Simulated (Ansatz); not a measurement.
# Sn: the change of energy above lowest point with volume scale

Results calculated with Ansatz 0.2.0, not measured. Free energy against uniform scaling of the volume at fixed shape and fractions; periodic cell, basis, potentials, k mesh and filling as listed.

The cell before it is scaled or strained (space group Fd-3m, No. 227):
```
Sn
1.0
      0.0000     3.2333     3.2333
      3.2333     0.0000     3.2333
      3.2333     3.2333     0.0000
Sn
2
Direct
  0.00000 0.00000 0.00000
  0.25000 0.25000 0.25000
```

Settings of every row: functional r2SCAN; dispersion none; potentials norm-conserving; wave cutoff 1220 eV; density cutoff 4880 eV; k mesh 6x6x6; k shift 0x0x0; occupations fermi dirac; smearing width 0.15 eV; spin none; SCF threshold exponent -8.

Limits: coarse k mesh, up to 40 meV an atom off.

```csv
row,volume scale,V (Å³/atom),energy above lowest point (meV/atom)
1,0.92,31.098,92.4
2,0.9467,32,55.4
3,0.9733,32.899,29.1
4,1,33.802,11.9
5,1.0267,34.704,?
6,1.0533,35.603,0
7,1.08,36.506,3.4
```

Question: what energy above lowest point should row 5 give?

Worked fit of energy above lowest point. Take u = (V_r/V)^(2/3) − 1 with V_r = 33.35 Å³ an atom, which is twice the finite (Eulerian) strain; such expansions in the strain, on which the Birch-Murnaghan equation of state is built, carry the rest volume and the bulk modulus. The shown rows have u = 0.04771, 0.02793, 0.00912, -0.00893, -0.04265, -0.0585. Least squares give energy above lowest point = 19.44 + 953 × u + 11864 × u² + 4491 × u³ meV/atom; a parabola predicts inner rows, each left out in turn, worse (root mean square 0.21 against 0.049 meV/atom). All shown rows lie on it to the printed digit. Its lowest point lies at u = -0.0411, or V = 35.52 Å³ an atom, and the curvature there gives the bulk modulus at fixed shape and fractions, B = (4/9)(1 + u)² E″(u)/V = 41.7 GPa. The withheld row has u = -0.02618, so the fit gives 19.44 + 953 × (-0.02618) + 11864 × (-0.02618)² + 4491 × (-0.02618)³ = 2.5 meV/atom.

The calculation gave 2.5 meV/atom. The fit meets it to the printed digit.
